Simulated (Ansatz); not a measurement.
## A family of molecules: the atomisation energy (no zero-point term)

Gas-phase molecules, one atom swapped for its congeners: SiH2(CH3)(GeH3); SiH2(GeH3)(SiH3); SiH2(GeH3)2. All are singlets with charge 0.

Shapes, held fixed at every level: PBE0-D4/def2-TZVP. Programs: Ansatz 0.2.0. Values in eV.

| level | SiH2(CH3)(GeH3) | SiH2(GeH3)(SiH3) | SiH2(GeH3)2 |
| --- | --- | --- | --- |
| PBE-D4/def2-TZVPP | 35.13 | 30.82 | 29.79 |
| r2SCAN-D4/def2-TZVPP | 35.40 | 31.40 | 30.40 |
| r2SCAN0-D4/def2-TZVPP | 35.22 | 31.28 | 30.25 |
| MP2/def2-SVP | 33.08 | 28.81 | 27.89 |
| MP2/def2-TZVPP | 34.41 | 30.21 | 29.32 |
| CCSD/def2-TZVPP | 34.49 | 30.64 | 29.76 |
| CCSD(T)/def2-TZVPP | 34.79 | 30.87 | 30.01 |

At CCSD(T)/def2-TZVPP the atomisation energy falls at every step, from 34.79 to 30.01 eV. Every level shows the same order. Relativity is left out for Ge. Outer-core shells of Ge are correlated in most correlated rows, in sets that cover them unevenly. Spin-orbit coupling, which grows down the group, is left out (summed over each molecule's free atoms 0.14, 0.16, 0.26 eV).

Replacing methyl by silyl costs far more atomisation energy than replacing silyl by germyl, and this holds at every level. The substitution changes three X–H bonds as well as the Si–X link. Carbon's compact 2s and 2p orbitals overlap strongly with hydrogen 1s, and its bond to silicon gains from a marked electronegativity difference. Silicon and germanium bond through more diffuse valence orbitals. They are also similar in size, because the filled 3d shell screens the germanium nucleus poorly, so the second step is small.

The ordering is therefore robust, but the absolute energies are less settled. MP2 binding rises markedly in all three molecules on going from the double- to the triple-zeta basis, so the CCSD(T) values probably still lie below their basis-set limit, and the higher r2SCAN results cannot be read simply as functional overbinding. Because atomisation breaks every bond at once, the totals do not give the strength of the Si–X bond alone, nor the ease of its cleavage into radicals.
